## One molecule, two ways of changing the calculation

A molecule in a magnetic field acquires a small magnetic moment, and the magnetisability measures that moment per unit of field. A negative value means that the moment opposes the field, which is diamagnetism. The molecule here is a saturated chain, Si–C–Si–P–Si, with hydrogen on all remaining bonds. The table joins two series, eight functionals in the pcSseg-1 basis and six bases with B3LYP, which meet in the row B3LYP/pcSseg-1. Geometry is the same throughout, so only the description of the electrons changes.

PySCF 2.14.0, non-relativistic Kohn–Sham DFT with GIAOs and density fitting, for one gas-phase conformer of SiH3–CH2–SiH2–PH–SiH3 at its PBE0-D3(BJ)/def2-SVP geometry. Magnetisability and molar susceptibility are isotropic values, the latter in the cgs convention.

| level | magnetisability (1e-30 J/T^2) | susceptibility (1e-6 cm^3/mol) |
| --- | --- | --- |
| B3LYP/STO-3G | -1725.0 | -103.88 |
| KT1/pcSseg-1 | -1578.0 | -95.03 |
| OPBE/pcSseg-1 | -1572.8 | -94.71 |
| B3LYP/cc-pVDZ | -1572.2 | -94.68 |
| CAM-B3LYP/pcSseg-1 | -1569.1 | -94.49 |
| B97-2/pcSseg-1 | -1563.7 | -94.17 |
| BP86/pcSseg-1 | -1562.4 | -94.09 |
| KT2/pcSseg-1 | -1560.8 | -93.99 |
| B3LYP/def2-SVP | -1558.3 | -93.84 |
| B3LYP/pcSseg-1 | -1551.7 | -93.44 |
| B3LYP/pcseg-1 | -1549.2 | -93.30 |
| B3LYP/6-31G(d) | -1538.4 | -92.64 |
| KT3/pcSseg-1 | -1535.1 | -92.45 |

**1. Which level gives the strongest diamagnetism, and by how much?**

B3LYP in the minimal basis STO-3G does. Its magnetisability is 173 units of the table more negative than that of B3LYP in pcSseg-1, a difference of 11 % of the latter value. All other rows lie between −1578 and −1535. The susceptibility gives the same order, because it is the same quantity counted per mole.

**2. Where does the diamagnetism come from?**

The field drives the electrons into circulation, and the farther out they circulate, the larger the opposing moment. This is the diamagnetic term. In a free spherical atom nothing hinders the motion. In a molecule the electrons meet the uneven pull of several nuclei, which holds the circulation back and adds a positive, paramagnetic term.

Both terms look enormous when distances are counted from the centre of mass, since an atom far from that point seems to carry its electrons around a wide circle. For spherical atoms this apparent contribution must cancel, because the response of an atom does not depend on where it stands. Its size is that of point electrons sitting on the nuclei,

$$P_0=\tfrac{2}{3}\,k\sum_A Z_A R_A^2,\qquad k=\tfrac14 N_\mathrm{A} r_e ,$$

where $Z_A$ is the charge of nucleus $A$, $R_A$ its distance from the centre of mass, $N_\mathrm{A}$ Avogadro's constant and $r_e$ the classical electron radius. Taking $P_0$ out of both terms leaves

$$\chi_\mathrm{dia}=-P_0+s,\qquad \chi_\mathrm{para}=P_0+h,\qquad \chi=s+h .$$

Here $\chi$ is the susceptibility, $s$ is the negative part due to the spread of the electrons about the nuclei, and $h$ is the positive part due to hindrance. The division is not perfectly clean. Charge drawn from one atom to another, as from silicon to hydrogen, also enters $s$, and for spherical ions it returns in $h$ with the opposite sign. The division also depends on the chosen origin. The total $\chi$ is the physical result.

**3. How far does the picture of spherical atoms get?**

Take B3LYP/pcSseg-1, in units of $10^{-6}$ cm³/mol. The same calculation gives a diamagnetic term of −1111, and the positions of the nuclei give $P_0=991$. Hence $s=-1111+991=-120$, and neutral spherical atoms, for which $h=0$, would have this as their whole susceptibility.

The computed value is −93, so the picture makes the molecule too diamagnetic by rather more than a quarter of that value. The model has no adjustable constant and was tuned to no row, but it borrows the diamagnetic term from the calculation. What it tests is therefore the neglect of all that $h$ contains, both true hindrance and charge moved between atoms. That neglect is serious: $h$ cancels about a fifth of $s$. The printed output after this text lists both parts for every row.

**4. Why does the minimal basis overshoot?**

It would be natural to suppose that STO-3G makes the electron cloud too large. The numbers point the other way. Its spread part is weaker than in pcSseg-1 by 14 units, which alone would make the molecule less diamagnetic. But its hindrance part falls by 25 units, to less than 2, and this loss wins. Some of both changes may come from charge lying differently between the atoms, for the dipole moment also differs, 0.8 D in STO-3G against 1.4 D in pcSseg-1. For spherical ions, however, the mere displacement of charge cancels in the total, so it would not by itself make STO-3G the outlier.

Theory suggests why. The field reshapes the occupied orbitals by mixing empty ones into them, and hindrance arises from this mixing. A minimal basis offers few empty orbitals, so the calculation may miss much of the effect. In the five larger bases, all of double-zeta size, the hindrance part is back at 23 to 26 units.

The energy gap between the highest occupied and lowest empty orbital does not by itself fix the hindrance part. CAM-B3LYP in pcSseg-1 has practically the same gap as B3LYP/STO-3G, 9.5 eV, yet a normal hindrance part. This comparison is only a hint, because the exact exchange that widens the gap of CAM-B3LYP also enters its response to the field. With its hindrance part nearly gone, the minimal basis looks, by this measure, almost like a set of neutral spherical atoms. The simple picture fits best in the row where the calculation is poorest, and that agreement is no merit of either.

**5. What changes if the functional is changed instead?**

Much less: the eight functionals span 43 units of magnetisability, about 3 % of the B3LYP value. A functional alters both how far the electrons spread and how readily they respond to the field, and either part may lead. From KT1 to KT3, the two ends of this series, most of the weakening of the diamagnetism appears in the spread part. From CAM-B3LYP to B3LYP most of it appears in the hindrance part. In either part these changes are at most two units of susceptibility, and a slight shift of charge between atoms could move that much from one part to the other. They hint at different origins but do not prove them.

**6. Which digits can be trusted?**

For comparing levels, differences of a few units carry no physical message. B97-2, BP86 and KT2 lie within 3 units of one another, while a change among the five larger bases moves the B3LYP result by up to 34. A fair summary of the rows without STO-3G is a magnetisability from about −1.58 to about −1.54 in units of $10^{-27}$ J/T².

This interval is a spread between methods, and the true error may be larger. It says nothing about molecular vibration or other conformers, which every row leaves out. The five larger bases are of similar size and have no added diffuse functions, which magnetisabilities usually need for convergence. They may therefore share an error that their agreement hides. Nor does agreement in the total mean agreement in the parts: between pcseg-1 and pcSseg-1 the two parts each change by more than one unit of susceptibility, in opposite directions, and the total hardly moves. A small shift of charge between atoms could do just that.

**7. Would a series of free closed-shell atoms behave in the same way?**

No, because the part that makes STO-3G the outlier here would be absent. In a spherical atom, with distances counted from its nucleus, hindrance is zero in any basis. Only the spread of the electrons counts, so a basis that keeps them too close to the nucleus gives too weak a diamagnetism, the opposite of the error in this table. Changing the element then acts only through the number of electrons and their distances from the nucleus: down the noble gases there are more electrons and the outer shell widens, so the diamagnetism grows. In a molecule one must ask two questions of any change, whether of element or of basis: how far out do the electrons lie, and how strongly is their circulation hindered?

Numerical output:

```
Parts of the susceptibility (1e-6 cm^3/mol) and frontier gap (eV):
                 row  diamagnetic  paramagnetic  spread part  hindrance part    gap
        B3LYP/STO-3G        -1097           993       -105.4           1.555  9.533
        KT1/pcSseg-1        -1111          1016       -119.4           24.34  5.237
       OPBE/pcSseg-1        -1109          1014       -117.1           22.43  5.543
       B3LYP/cc-pVDZ        -1109          1014       -117.5           22.84  6.992
  CAM-B3LYP/pcSseg-1        -1111          1017       -120.1           25.59  9.541
      B97-2/pcSseg-1        -1110          1016       -118.7           24.55  7.055
       BP86/pcSseg-1        -1110          1016         -119           24.88  5.404
        KT2/pcSseg-1        -1109          1015       -117.8           23.84  5.303
      B3LYP/def2-SVP        -1110          1016       -118.1           24.26  7.017
      B3LYP/pcSseg-1        -1111          1018       -119.9           26.41  6.878
       B3LYP/pcseg-1        -1110          1017       -118.5           25.23  6.817
      B3LYP/6-31G(d)        -1109          1016       -117.1           24.47  6.953
        KT3/pcSseg-1        -1109          1016       -117.4           24.99  5.448
Point-electron term, mean of three axes (1e-6 cm^3/mol): 991.4
Point-electron term as share of the paramagnetic term, B3LYP/pcSseg-1 (%): 97.41
Hindrance part as share of the spread part, B3LYP/pcSseg-1 (%): 22.04
Susceptibility per magnetisability, mean ratio in the table units: 0.06022
STO-3G less pcSseg-1, B3LYP, magnetisability (1e-30 J/T^2): -173.3
The same difference as share of the pcSseg-1 value (%): 11.17
STO-3G less pcSseg-1, spread part (1e-6 cm^3/mol): 14.42
STO-3G less pcSseg-1, hindrance part (1e-6 cm^3/mol): -24.86
Range over eight functionals in pcSseg-1 (1e-30 J/T^2): 42.9
Range over functionals as share of the B3LYP/pcSseg-1 value (%): 2.765
Range over five B3LYP bases without STO-3G (1e-30 J/T^2): 33.8
Range over these bases as share of the B3LYP/pcSseg-1 value (%): 2.178
pcSseg-1 less pcseg-1, B3LYP, magnetisability (1e-30 J/T^2): -2.5
KT3 less KT1, spread part (1e-6 cm^3/mol): 1.927
KT3 less KT1, hindrance part (1e-6 cm^3/mol): 0.6527
B3LYP less CAM-B3LYP, spread part (1e-6 cm^3/mol): 0.2293
B3LYP less CAM-B3LYP, hindrance part (1e-6 cm^3/mol): 0.8207
```
